**Hand rules for the NMR shifts of a fluoro(propyl)cyclopentadienide anion**

The table holds unscaled GIAO $^{13}$C and $^1$H shifts in three conformers and their Boltzmann average, from B3LYP/pcSseg-1 in dichloromethane on GFN2-xTB geometries. The program tests a charge-shift rule built on benzene with rough recalled substituent increments and nothing fitted, then equal conformer weights and one γ-gauche increment fitted to C1 and C4. Relative to the computed averages the charge rule errs by 4.1 ppm rms on C4 to C7 but by 26.9 ppm at the C–F carbon; the recalled chain value for C2 errs by 10.4 ppm. Equal thirds reproduce the averaged carbon shifts to 0.3 ppm rms, against 1.6 ppm for the most populated conformer alone. The fitted increment is 2.75 ppm, and a trial 0.5 kcal/mol change in the energy of conformer 1 moves no average by more than about 1.2 ppm.

GIAO shifts relative to TMS for the fluoro(propyl)cyclopentadienide anion (charge −1, singlet), computed with PySCF 2.14.0 and tblite 0.8.0 at B3LYP/pcSseg-1 in dichloromethane on GFN2-xTB geometries. Averages use Boltzmann weights at 298.15 K from B3LYP-D3(BJ) energies in the same basis and solvent, with GFN2-xTB free-energy terms.

## Script

```python
# Table: GIAO 13C and 1H shifts (ppm, TMS) of CCCc1cc[cH-]c1F in three conformers and their Boltzmann
# average; PySCF/tblite, B3LYP/pcSseg-1 in dichloromethane, GFN2-xTB geometries, 298.15 K, unscaled.
# Tested: (1) charge-shift rule with recalled increments, (2) equal thirds and a gamma-gauche increment.
T = {
    'signal_atom': [1, 2, 3, 4, 5, 6, 7, 8, 1, 2, 3, 5, 6, 7],
    'signal_nucleus': ['13C', '13C', '13C', '13C', '13C', '13C', '13C', '13C', '1H', '1H', '1H', '1H', '1H', '1H'],
    'signal_count': [1, 1, 1, 1, 1, 1, 1, 1, 3, 2, 2, 1, 1, 1],
    'signal_shift_in_conformer_1': [18.4, 38.8, 36.9, 105.9, 96.2, 92.9, 84.8, 158.9, 1.05, 1.39, 2.42, 5.15, 5.11, 5.12],  # ppm
    'signal_shift_in_conformer_2': [15.3, 33.6, 32.8, 103.3, 95.0, 94.4, 83.7, 162.0, 0.81, 1.44, 2.52, 5.14, 5.28, 5.13],  # ppm
    'signal_shift_in_conformer_3': [15.7, 32.0, 35.0, 103.3, 101.2, 92.1, 86.0, 159.0, 0.94, 1.35, 2.54, 5.17, 5.11, 5.24],  # ppm
    'signal_averaged_shift': [16.7, 35.4, 35.1, 104.4, 97.0, 93.2, 84.7, 159.9, 0.95, 1.4, 2.48, 5.15, 5.17, 5.15],  # ppm
}
import numpy as np
from scipy import constants as K
lab = [("C" if "C" in str(n) else "H") + str(int(a)) for a, n in zip(T["signal_atom"], T["signal_nucleus"])]
S = np.array([T["signal_shift_in_conformer_%d" % k] for k in (1, 2, 3)], float).T
av = np.array(T["signal_averaged_shift"], float)
ix = {l: i for i, l in enumerate(lab)}
isC = np.array([l[0] == "C" for l in lab])
w = np.array([42.6, 32.8, 24.7]); w /= w.sum()   # conformer weights of the same calculation, normalised
RT = K.R * 298.15 / (1000 * K.calorie)
# rough recalled values (ppm): benzene, slope per electron, arene increments, propylarene chain
bC, sC, bH, sH = 130.0, 160.0, 7.3, 10.0
Fi, Fo, Fm, Ai = 35.0, -13.0, 1.0, 14.0
inc = {"C4": Ai + Fo, "C5": Fm, "C6": Fm, "C7": Fo, "C8": Fi}
rule = {"C1": 14.0, "C2": 25.0, "C3": 38.0, "H1": 0.9, "H2": 1.6, "H3": 2.6}
rule.update({c: bC - sC / 5 + v for c, v in inc.items()})
rule.update({h: bH - sH / 5 for h in ("H5", "H6", "H7")})
p = np.array([rule[l] for l in lab]); e1 = p - av
eq = S.mean(1) - av; c1 = S[:, 0] - av; sp = S.max(1) - S.min(1)
d2 = S[:, 1] - S[:, 0]; d3 = S[:, 2] - S[:, 0]
rms = lambda x: float(np.sqrt(np.mean(np.square(x))))
print("All shifts in ppm; rounding of one entry: 13C 0.05, 1H 0.005; errors = estimate - table average")
print("ring base, 1/5 electron per carbon: 13C %.0f, 1H %.1f (rough recalled inputs)" % (bC - sC / 5, bH - sH / 5))
print("atom average   rule  error | conf2-1 conf3-1 spread | err thirds err conf1")
for i, l in enumerate(lab):
    print("%-3s %8.2f %6.1f %6.2f | %7.2f %7.2f %6.2f | %10.2f %9.2f" % (l, av[i], p[i], e1[i], d2[i], d3[i], sp[i], eq[i], c1[i]))
for nm, m in (("13C", isC), ("1H", ~isC)):
    L = np.array(lab)[m]
    for t, e in (("rule", e1), ("thirds", eq), ("conformer 1 only", c1), ("stated weights (built in)", S @ w - av)):
        j = np.argmax(abs(e[m]))
        print("%s %s: rms %.3f, worst %s %+.3f" % (nm, t, rms(e[m]), L[j], e[m][j]))
print("13C rule rms without C2 and C8 (shown for scale): %.1f" % rms([e1[ix["C%d" % k]] for k in (1, 3, 4, 5, 6, 7)]))
ring = list(inc)
eA = np.array([e1[ix[c]] for c in ring])
eB = np.array([bC - (0 if c == "C8" else sC / 4) + inc[c] - av[ix[c]] for c in ring])
print("charge on C4-C7 only, errors C4..C8:", " ".join("%+.1f" % x for x in eB))
print("ring rms C4-C8: even %.1f, four carbons %.1f; C4-C7: even %.1f, four carbons %.1f" % (rms(eA), rms(eB), rms(eA[:4]), rms(eB[:4])))
sr = sum(av[ix[c]] for c in ring)
print("sum of five ring 13C: table %.1f, rule %.1f, shortfall %.1f (%.1f per carbon)" % (sr, sr + eA.sum(), -eA.sum(), -eA.sum() / 5))
print("F ipso increment needed at C8 with even charge: %.1f against recalled %.0f" % (Fi - eA[4], Fi))
g = -np.array([d[ix[c]] for c in ("C1", "C4") for d in (d2, d3)]); gam = g.mean(); pg = w[1] + w[2]
print("gamma-gauche fit %.2f from four drops, residuals:" % gam, " ".join("%+.2f" % x for x in g - gam))
print("gauche fraction: stated weights %.3f, thirds %.3f" % (pg, 2 / 3))
for c in ("C1", "C4"):
    a = S[ix[c], 0]
    print("%s anti %.1f - gamma x fraction: %.2f (stated), %.2f (thirds); table %.1f" % (c, a, a - gam * pg, a - gam * 2 / 3, av[ix[c]]))
print("controls C6, C7: rms change anti to gauche %.2f" % rms([d[ix[c]] for c in ("C6", "C7") for d in (d2, d3)]))
s8 = S[ix["C8"], 1] - S[ix["C8"], [0, 2]].mean(); s5 = S[ix["C5"], 2] - S[ix["C5"], [0, 1]].mean()
print("carbon on the methyl side above its other two values: C8 %+.2f, C5 %+.2f" % (s8, s5))
dG = RT * np.log(w[0] / w)
print("RT %.3f kcal/mol; gaps from weights %.2f and %.2f kcal/mol" % (RT, dG[1], dG[2]))
for x in (-0.5, 0.5):
    v = w * np.exp(-np.array([x, 0, 0]) / RT); v /= v.sum(); ch = S @ (v - w); j = np.argmax(abs(ch))
    print("trial %+.1f kcal/mol on conformer 1: weight %.2f, C1 %+.2f, largest %s %+.2f ppm" % (x, v[0], ch[ix["C1"]], lab[j], ch[j]))
assert (g > 0).all()
assert all(av[ix[c]] < bC for c in ("C5", "C6", "C7")) and av[ix["C8"]] > bC
assert rms(eq[isC]) < rms(c1[isC]) < rms(e1[isC])
assert s8 > 0 and s5 > 0
```

It prints:

```
All shifts in ppm; rounding of one entry: 13C 0.05, 1H 0.005; errors = estimate - table average
ring base, 1/5 electron per carbon: 13C 98, 1H 5.3 (rough recalled inputs)
atom average   rule  error | conf2-1 conf3-1 spread | err thirds err conf1
C1     16.70   14.0  -2.70 |   -3.10   -2.70   3.10 |      -0.23      1.70
C2     35.40   25.0 -10.40 |   -5.20   -6.80   6.80 |      -0.60      3.40
C3     35.10   38.0   2.90 |   -4.10   -1.90   4.10 |      -0.20      1.80
C4    104.40   99.0  -5.40 |   -2.60   -2.60   2.60 |      -0.23      1.50
C5     97.00   99.0   2.00 |   -1.20    5.00   6.20 |       0.47     -0.80
C6     93.20   99.0   5.80 |    1.50   -0.80   2.30 |      -0.07     -0.30
C7     84.70   85.0   0.30 |   -1.10    1.20   2.30 |       0.13      0.10
C8    159.90  133.0 -26.90 |    3.10    0.10   3.10 |       0.07     -1.00
H1      0.95    0.9  -0.05 |   -0.24   -0.11   0.24 |      -0.02      0.10
H2      1.40    1.6   0.20 |    0.05   -0.04   0.09 |      -0.01     -0.01
H3      2.48    2.6   0.12 |    0.10    0.12   0.12 |       0.01     -0.06
H5      5.15    5.3   0.15 |   -0.01    0.02   0.03 |       0.00      0.00
H6      5.17    5.3   0.13 |    0.17    0.00   0.17 |      -0.00     -0.06
H7      5.15    5.3   0.15 |    0.01    0.12   0.12 |       0.01     -0.03
13C rule: rms 10.691, worst C8 -26.900
13C thirds: rms 0.307, worst C2 -0.600
13C conformer 1 only: rms 1.646, worst C2 +3.400
13C stated weights (built in): rms 0.026, worst C5 +0.041
1H rule: rms 0.141, worst H2 +0.200
1H thirds: rms 0.011, worst H1 -0.017
1H conformer 1 only: rms 0.055, worst H1 +0.100
1H stated weights (built in): rms 0.004, worst H1 -0.006
13C rule rms without C2 and C8 (shown for scale): 3.7
charge on C4-C7 only, errors C4..C8: -13.4 -6.0 -2.2 -7.7 +5.1
ring rms C4-C8: even 12.6, four carbons 7.8; C4-C7: even 4.1, four carbons 8.4
sum of five ring 13C: table 539.2, rule 515.0, shortfall 24.2 (4.8 per carbon)
F ipso increment needed at C8 with even charge: 61.9 against recalled 35
gamma-gauche fit 2.75 from four drops, residuals: +0.35 -0.05 -0.15 -0.15
gauche fraction: stated weights 0.574, thirds 0.667
C1 anti 18.4 - gamma x fraction: 16.82 (stated), 16.57 (thirds); table 16.7
C4 anti 105.9 - gamma x fraction: 104.32 (stated), 104.07 (thirds); table 104.4
controls C6, C7: rms change anti to gauche 1.18
carbon on the methyl side above its other two values: C8 +3.05, C5 +5.60
RT 0.592 kcal/mol; gaps from weights 0.15 and 0.32 kcal/mol
trial -0.5 kcal/mol on conformer 1: weight 0.63, C1 +0.61, largest C2 +1.22 ppm
trial +0.5 kcal/mol on conformer 1: weight 0.24, C1 -0.54, largest C2 -1.08 ppm
```
